\section*{Worked problem: canonical hopping integrals and the d band of fcc rhodium}

In the two-centre scheme of Slater and Koster (1954) the hopping between an orbital of angular momentum $l$ and one of angular momentum $l'$ on a neighbour needs one number for each value of $|m|$ about the bond axis, labelled $\sigma,\pi,\delta,\phi$ for $|m|=0,1,2,3$. Andersen's muffin-tin-orbital theory (1975) fixes these numbers from geometry, up to one energy scale per $l$. We apply it to rhodium, one of the candidate metals for narrow interconnect lines.

\subsection*{Statement}

Space is filled with one atomic sphere of radius $w$ per atom, with the volume of the primitive cell. Orbital tails have zero kinetic energy, so they solve Laplace's equation. The irregular and regular solutions are normalised as
\begin{equation}
K_{lm}(\mathbf r)=\Big(\frac{r}{w}\Big)^{-l-1}Y_{lm}(\hat{\mathbf r}),\qquad
J_{lm}(\mathbf r)=\frac{1}{2(2l+1)}\Big(\frac{r}{w}\Big)^{l}Y_{lm}(\hat{\mathbf r}).
\label{eq:KJ}
\end{equation}
Put the orbital $l$ at the origin and the neighbour, carrying $l'$, at $+d\,\hat{\mathbf z}$. The dimensionless structure constants $S_{ll'm}$ are defined by
\begin{equation}
K_{lm}(d\hat{\mathbf z}+\boldsymbol\rho)=-\sum_{l'}S_{ll'm}\,J_{l'm}(\boldsymbol\rho),\qquad \rho<d .
\label{eq:def}
\end{equation}

\textbf{Data.} Structure fcc, cube edge $a=3.80$~\AA{} (typical value near 300~K). Width parameter of the d band $\Delta=0.28$~eV, chosen so that the Wigner--Seitz width defined below is 7~eV, a typical d-band width for Rh. Energies are counted from the band centre $C$. For the estimates in (e) only: distortion parameter $\gamma=0.005$ (illustrative), distance between the unmixed s-like and d-like $X_1$ levels 10~eV (illustrative), 4d spin--orbit constant $\xi\approx0.15$~eV (typical).

\begin{itemize}
\item[(a)] Derive $S_{ll'm}$ and the $\sigma:\pi:\delta:\phi$ ratios for pp, pd, dd and ff.
\item[(b)] Find the dd hopping integrals in eV for the first three neighbour shells.
\item[(c)] Find the levels $\Gamma_{25'}$, $\Gamma_{12}$, $X_5$, $X_1$ of the pure d band with one shell, two shells and all shells.
\item[(d)] Find the root-mean-square width of the d density of states.
\item[(e)] Estimate the neglected terms.
\end{itemize}

\subsection*{Solution}

\subsubsection*{Why $S$ acts as a hopping integral}

Inside its own sphere the orbital is $N\phi_l(\varepsilon,r)Y_{lm}+P_l(\varepsilon)J_{lm}$, where $\phi_l$ solves the radial Schr\"odinger equation. Outside it is $K_{lm}$. Matching value and slope at $r=w$ gives, with $D=w\phi_l'/\phi_l$,
\begin{equation}
P_l(\varepsilon)=2(2l+1)\,\frac{D+l+1}{D-l}.
\label{eq:P}
\end{equation}
A Bloch sum of such orbitals solves the Schr\"odinger equation in a sphere when the $J$ terms cancel: the on-site term $P_lJ$ against the incoming tails $-SJ$ of Eq.~(\ref{eq:def}). Keeping only the dd block, the condition is $P_d(\varepsilon)=S_i(\mathbf k)$, where $S_i$ are the five eigenvalues of the Bloch-summed matrix. The usual parametrisation $P_d=(\varepsilon-C)/[\Delta+\gamma(\varepsilon-C)]$ inverts to
\begin{equation}
\varepsilon_i(\mathbf k)-C=\frac{\Delta\,S_i(\mathbf k)}{1-\gamma S_i(\mathbf k)}\approx\Delta\,S_i(\mathbf k).
\label{eq:band}
\end{equation}
To first order this is an orthogonal tight-binding model with hopping $\Delta S_{ddm}$. The bonding condition $D=0$ gives $P_d=-15$ and the antibonding condition $D\to\infty$ gives $P_d=+10$. The Wigner--Seitz width is therefore $25\Delta=7.0$~eV, which is how $\Delta$ was set.

\subsubsection*{(a) The structure constants}

Rotation about the bond conserves $m$. Take $m\ge0$ and write $Y_{lm}=N_{lm}P_l^m e^{im\varphi}$ with $N_{lm}\propto[(2l+1)(l-m)!/(l+m)!]^{1/2}$. A Condon--Shortley phase is common to both sides and drops out. Both sides of Eq.~(\ref{eq:def}) are harmonic with the same $m$, so it suffices to match the leading terms near the axis, where
\begin{equation}
P_l^m(\cos\theta)\to c_{lm}\sin^m\theta,\qquad c_{lm}=\frac{(l+m)!}{2^m\,m!\,(l-m)!}.
\end{equation}
Let $\boldsymbol\rho=(x,y,\zeta)$. The tail $r^{-l-1}P_l^me^{im\varphi}$ tends to $c_{lm}(x+iy)^m(d+\zeta)^{-l-m-1}$, and $\rho^{l'}P_{l'}^me^{im\varphi}$ tends to $c_{l'm}(x+iy)^m\zeta^{l'-m}$. The binomial series supplies the coefficient of $\zeta^{l'-m}$, namely $(-1)^{l'-m}\binom{l+l'}{l'-m}d^{-l-l'-1}$. Multiplying it by $c_{lm}/c_{l'm}$ gives
\begin{equation}
\frac{P_l^m e^{im\varphi}}{r^{l+1}}=\sum_{l'\ge m}(-1)^{l'-m}\frac{(l+l')!}{(l-m)!\,(l'+m)!}\,
\frac{\rho^{l'}P_{l'}^m e^{im\varphi}}{d^{\,l+l'+1}} .
\end{equation}
The factor $N_{lm}/N_{l'm}$, the factor $-2(2l'+1)$ from Eqs.~(\ref{eq:KJ}) and (\ref{eq:def}), and the powers of $w$ complete the result:
\begin{equation}
S_{ll'm}=(-1)^{l'+m+1}\,2\,(l+l')!
\left[\frac{(2l+1)(2l'+1)}{(l+m)!\,(l-m)!\,(l'+m)!\,(l'-m)!}\right]^{1/2}
\Big(\frac{w}{d}\Big)^{l+l'+1}.
\label{eq:S}
\end{equation}
The same numbers hold for $-m$ and for real harmonics. Swapping the orbitals gives $S_{l'lm}=(-1)^{l+l'}S_{ll'm}$, so the order of the labels matters for sp and pd. With $l'$ at $+d\hat{\mathbf z}$ the signs are those of Slater--Koster tables: $S_{ss\sigma}=-2(w/d)$, $S_{sp\sigma}=+2\sqrt3\,(w/d)^2$, $S_{sd\sigma}=-2\sqrt5\,(w/d)^3$.

For $l=l'$ the square root disappears and binomial coefficients remain:
\begin{equation}
S_{llm}=(-1)^{l+m+1}\,2(2l+1)\binom{2l}{l+m}\Big(\frac{w}{d}\Big)^{2l+1}.
\label{eq:binom}
\end{equation}
Hence
\begin{align}
S_{pp\{\sigma,\pi\}}&=6\,(w/d)^3\,\{2,-1\},\nonumber\\
S_{pd\{\sigma,\pi\}}&=6\sqrt5\,(w/d)^4\,\{-\sqrt3,1\},\nonumber\\
S_{dd\{\sigma,\pi,\delta\}}&=10\,(w/d)^5\,\{-6,4,-1\},\nonumber\\
S_{ff\{\sigma,\pi,\delta,\phi\}}&=14\,(w/d)^7\,\{20,-15,6,-1\}.
\end{align}
The alternating binomial sum over $m=-l,\dots,l$ equals $(1-1)^{2l}=0$ for $l\ge1$. For d orbitals it reads $-6+2\cdot4-2\cdot1=0$. The trace of the dd block vanishes bond by bond, so the five levels average to $C$ at every $\mathbf k$ in first order.

\subsubsection*{(b) Hopping integrals for Rh}

The primitive cell has volume $a^3/4=4\pi w^3/3$, and the nearest-neighbour distance is $d=a/\sqrt2$:
\begin{equation}
w=\Big(\frac{3}{16\pi}\Big)^{1/3}a=0.3908\,a=1.485~\text{\AA},\qquad d=2.687~\text{\AA},\qquad \frac{w}{d}=0.5527 .
\end{equation}
Then $10(w/d)^5=0.5156$, the first-shell structure constants are $-3.094$, $+2.062$, $-0.516$, and the energy unit is
\begin{equation}
t=10\,(w/d)^5\Delta=0.5156\times0.28~\text{eV}=0.144~\text{eV}.
\end{equation}
Shells at $\sqrt2\,d$ and $\sqrt3\,d$ are scaled by $2^{-5/2}=0.177$ and $3^{-5/2}=0.064$. The third decimal below serves only to keep the small entries visible.

\begin{center}
\begin{tabular}{cccccc}
\hline
shell & atoms & distance (\AA) & $dd\sigma$ (eV) & $dd\pi$ (eV) & $dd\delta$ (eV)\\
\hline
1 & 12 & 2.687 & $-0.866$ & $0.577$ & $-0.144$\\
2 & 6 & 3.800 & $-0.153$ & $0.102$ & $-0.026$\\
3 & 24 & 4.654 & $-0.056$ & $0.037$ & $-0.009$\\
\hline
\end{tabular}
\end{center}

For scale, $k_BT$ at 300~K is 0.026~eV, the size of the second-shell $dd\delta$. The ratio $w/d$ is the same for every fcc crystal, so under uniform strain $S$ does not change and all volume dependence sits in $\Delta$. The $d^{-5}$ law of $S$ applies at fixed $w$, as in a volume-conserving distortion: a bond stretched by 1 per cent loses 4.9 per cent of its hopping.

\subsubsection*{(c) Levels at $\Gamma$ and $X$}

For a bond of length $R$ with direction cosines $(\lambda,\mu,\nu)$ the Slater--Koster diagonal elements are
\begin{align}
E_{zx}&=3\nu^2\lambda^2\,dd\sigma+(\nu^2+\lambda^2-4\nu^2\lambda^2)\,dd\pi+(\mu^2+\nu^2\lambda^2)\,dd\delta,\nonumber\\
E_{3z^2-r^2}&=\tfrac14(3\nu^2-1)^2\,dd\sigma+3\nu^2(1-\nu^2)\,dd\pi+\tfrac34(1-\nu^2)^2\,dd\delta .
\end{align}
Inserting $-6:4:-1$ collapses them onto the Legendre polynomial $P_4(\nu)=(35\nu^4-30\nu^2+3)/8$:
\begin{equation}
\tfrac12(E_{zx}+E_{yz})=4P_4(\nu)\,(d/R)^5\,t,\qquad E_{3z^2-r^2}=-6P_4(\nu)\,(d/R)^5\,t .
\end{equation}
At $\Gamma$ and at $X=(2\pi/a)(0,0,1)$ symmetry makes the dd block diagonal in the cubic orbitals, and $zx$, $yz$ are degenerate. The pair belongs to $\Gamma_{25'}$ and $X_5$, and $3z^2-r^2$ belongs to $\Gamma_{12}$ and $X_1$. The (001) layer at height $na/2$ has Bloch phase $+1$ at $\Gamma$ and $(-1)^n$ at $X$. One lattice sum therefore gives four levels:
\begin{equation}
T_\pm=\sum_{\mathbf R\ne0}(\pm1)^n\,4P_4(\nu)\Big(\frac{d}{R}\Big)^5,
\end{equation}
\begin{equation}
\Gamma_{25'}=tT_+,\quad \Gamma_{12}=-\tfrac32tT_+,\quad X_5=tT_-,\quad X_1=-\tfrac32tT_- .
\end{equation}

\emph{First shell.} Four atoms have $\nu=0$, $P_4=3/8$, $n=0$ and contribute 6. Eight have $\nu^2=1/2$, $P_4=-13/32$, $n=\pm1$ and contribute $\mp13$ to $T_\pm$. So $T_+=-7$ and $T_-=19$.

\emph{Second shell.} Two atoms have $P_4=1$, four have $P_4=3/8$, and all have even $n$. Both sums gain $14\times2^{-5/2}=2.47$.

\emph{All shells.} Use $d$ as the length unit and the identity $4P_4/R^5=\tfrac16\,\partial_z^4(1/R)$. Each layer is a square lattice of unit spacing, the layers are $1/\sqrt2$ apart, and odd layers are shifted by $(\tfrac12,\tfrac12)$. The layer $n=0$ gives $\tfrac32\sum R^{-5}=6\,\zeta(\tfrac52)\beta(\tfrac52)$, where $\zeta(\tfrac52)=1.3415$ is the Riemann function and $\beta(\tfrac52)=\sum_{j\ge0}(-1)^j(2j+1)^{-5/2}=0.9486$. For the other layers Poisson summation turns $\sum1/R$ into $2\pi\sum_{\mathbf g}e^{i\mathbf g\cdot\boldsymbol\tau}e^{-g|z|}/g$, with $\boldsymbol\tau$ the layer shift and $\mathbf g=2\pi(u,v)$ for integers $u,v$. The $g=0$ term is linear in $|z|$ and is removed by $\partial_z^4$. The geometric series over $n$ leaves
\begin{equation}
T_\pm=6\,\zeta(\tfrac52)\beta(\tfrac52)+\frac{2\pi}{3}\sum_{(u,v)\ne0}\frac{g^3}{\pm(-1)^{u+v}e^{g/\sqrt2}-1},
\end{equation}
which converges exponentially: $T_+=7.64-12.96=-5.32$ and $T_-=7.64+13.57=21.21$.

\begin{center}
\begin{tabular}{lcccccc}
\hline
 & \multicolumn{3}{c}{$(\varepsilon-C)/t$} & $S$ & \multicolumn{2}{c}{$\varepsilon-C$ (eV)}\\
level & 1 shell & 2 shells & all & all & 1 shell & all\\
\hline
$X_5$ & $19$ & $21.47$ & $21.21$ & $10.94$ & $2.74$ & $3.06$\\
$\Gamma_{12}$ & $10.5$ & $6.79$ & $7.98$ & $4.12$ & $1.52$ & $1.15$\\
$\Gamma_{25'}$ & $-7$ & $-4.53$ & $-5.32$ & $-2.74$ & $-1.01$ & $-0.77$\\
$X_1$ & $-28.5$ & $-32.21$ & $-31.81$ & $-16.40$ & $-4.11$ & $-4.59$\\
\hline
\end{tabular}
\end{center}

The same counting over two shells puts $X_3$ ($xy$) at $-28.5\,t$ and $X_2$ ($x^2-y^2$) at $+17.8\,t$. They lie between $X_1$ and $X_5$, and further shells keep that order. The model's splitting $\Gamma_{12}-\Gamma_{25'}$ is 1.9~eV, and its spread $X_5-X_1$ is $27.3\,\Delta=7.7$~eV. The first shell alone gives 2.5~eV and 6.9~eV, that is 32 per cent too much at $\Gamma$ and 10 per cent too little at $X$ relative to the full sum. At $\Gamma$ the first-shell terms 6 and $-13$ partly cancel, so the second shell weighs much more than its hopping suggests.

\subsubsection*{(d) Second moment}

The variance of the d density of states per orbital is one fifth of the trace of the squared hopping matrix, summed over bonds. The trace does not depend on the bond direction:
\begin{equation}
\mu_2=\frac{36+2\cdot16+2\cdot1}{5}\,t^2\sum_{\mathbf R\ne0}\Big(\frac{d}{R}\Big)^{10}=14\,t^2\,\Sigma_{10}.
\end{equation}
Five shells give
\begin{equation}
\Sigma_{10}=12+\frac{6}{2^5}+\frac{24}{3^5}+\frac{12}{4^5}+\frac{24}{5^5}=12.31,
\end{equation}
and the remaining shells add less than 0.01. Then $\sqrt{\mu_2}=6.77\,\Delta=1.90$~eV. A rectangular band of the same variance has width $\sqrt{12\mu_2}=23.4\,\Delta=6.57$~eV. The first shell carries 97.5 per cent of $\mu_2$, because squares cannot cancel. A nearest-neighbour model is thus adequate for the overall width and poor for single levels such as those at $\Gamma$.

\subsubsection*{(e) Neglected terms}

\emph{Distortion.} With $\gamma=0.005$ in Eq.~(\ref{eq:band}), $X_1$ rises by 0.35~eV to $-4.24$~eV and $X_5$ rises by 0.18~eV to 3.24~eV. The spread becomes 7.5~eV and the splitting at $\Gamma$ stays at 1.9~eV.

\emph{Hybridisation.} Parity is a good quantum number at $\Gamma$ and $X$, so p states do not mix with d there. The s state has $\Gamma_1$ or $X_1$ symmetry, so among the four levels only $X_1$ is affected. The s to $3z^2-r^2$ element is $P_2(\nu)S_{sd\sigma}$. The first shell gives $4(-\tfrac12)-8(\tfrac14)=-4$ times $S_{sd\sigma}$, which is $S_{sd}=3.02$. For an empty sphere Eq.~(\ref{eq:P}) has slope $1/\Delta_s$ at its zero, with $\Delta_s=\hbar^2/2m_ew^2=1.73$~eV. The coupling is $\sqrt{\Delta_s\Delta}\,S_{sd}$, and second-order repulsion lowers $X_1$ by
\begin{equation}
\frac{\Delta_s\Delta\,S_{sd}^2}{10~\text{eV}}=\frac{1.73~\text{eV}\times0.28~\text{eV}\times3.02^2}{10~\text{eV}}\approx0.4~\text{eV}.
\end{equation}
This is an order of magnitude only, since an $R^{-3}$ sum is not converged at the first shell. At general $\mathbf k$ the sp band crosses and mixes with the d band, so the pure d band does not give the Fermi surface or the conductivity.

\emph{Spin--orbit coupling.} In first order it splits $\Gamma_{25'}$ by $3\xi/2\approx0.2$~eV.

These terms move single levels by 0.2 to 0.4~eV, so only the first decimal of each level is meaningful. The ratios and the dimensionless values $S(\Gamma_{25'})=-2.74$ and $S(X_5)=10.94$ are properties of the fcc lattice within the zero-kinetic-energy tail model. The energies 1.9~eV, 7.7~eV and 6.57~eV are the model's. They are proportional to a $\Delta$ chosen to reproduce a typical width of Rh, so their scale is an input and only their ratios follow from Eq.~(\ref{eq:S}).